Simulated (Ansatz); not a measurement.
Method: DFT PBE, scalar-relativistic, plane waves, PAW (Ansatz 0.2.0). All cells share a 420 eV cutoff and Γ-centred k meshes spaced at most about 0.3 Å⁻¹ (about 0.25 or finer for metals, 2π included). Collinear spin in cells that started with moments and kept them past the coarse steps, no spin elsewhere.

These are static total energies at zero pressure.

Two relaxed structures of Fe2Pt:

A. (site moments Fe 2.8 (×4); Pt 0.3 (×2) μB)

```
Fe Pt
1.0
     2.69296    0.00000    0.00000
    -1.34648    2.33217    0.00000
     0.00000    0.00000   12.95941
Fe Pt
4 2
Direct
  0.33333 0.66667 0.92019
  0.33333 0.66667 0.57981
  0.66667 0.33333 0.07981
  0.66667 0.33333 0.42019
  0.33333 0.66667 0.25000
  0.66667 0.33333 0.75000
```

B. (site moments Fe 2.8 (×2); Pt 0.5 μB)

```
Fe Pt
1.0
     4.18529    0.00000    0.00000
    -2.09264    3.62456    0.00000
     0.00000    0.00000    2.64753
Fe Pt
2 1
Direct
  0.33333 0.66667 0.88567
  0.66667 0.33333 0.11433
  0.00000 0.00000 0.50000
```

Problem. Which is lower in energy, and by how much?

Solution. B is lower, by 87 meV/atom. A has Fe and Pt ordered on hcp sites, space group P6_3/mmc (No. 194), 13.6 Å³/atom and no gap on its mesh; B has Fe and Pt ordered on bcc sites, space group P-3m1 (No. 164), 13.4 Å³/atom and no gap. Counting all near atoms (those within 1.25 times the shortest distance at each site; a plus sign parts nearer from farther groups), A has Fe 12, Pt 12 and B has Fe 8+3, Pt 8+6. In A, Fe has 9 Fe at 2.59–2.69 Å and 3 Pt at 2.70 Å; Pt has 6 Pt at 2.69 Å and 6 Fe at 2.70 Å. In B, around Fe lie 3 Fe at 2.49 Å, 3 Pt at 2.62 Å, 2 Fe at 2.65 Å, 3 Pt at 2.91 Å and 3 Fe at 3.16 Å; Pt has 6 Fe at 2.62 Å, 2 Pt at 2.65 Å and 6 Fe at 2.91 Å. Both come from invented guesses.

These runs have no spin–orbit coupling, which can matter for Pt. The magnetic state reached may not be the lowest. Cells relaxed within their symmetry can be saddle points. Some types were kept out of the candidates beforehand, so the set may lack a known form.

The 87 meV/atom preference for B most likely reflects chemical order more than packing. A stacks whole Pt planes between Fe double layers, so half of each Pt atom's neighbours are Pt. In B only two are, and the six closest Fe atoms move in from 2.70 to 2.62 Å, with six more at 2.91 Å. Fe and Pt attract through mixing of their 3d and 5d states, which favours unlike neighbours. Relief of the compressed Pt planes may also help, although the two Pt–Pt contacts left in B are shorter still.

The Fe moment is the same in both, so a loss of local Fe magnetism doesn't explain the gap. The larger Pt moment in B fits polarisation by a more Fe-rich surrounding.

Because lattice and ordering change together, the result doesn't show that Fe2Pt prefers bcc over close-packed sites in general. Nor does it show that B would survive against separation into FePt and Fe3Pt, whose well-known ordered forms are fcc-derived.
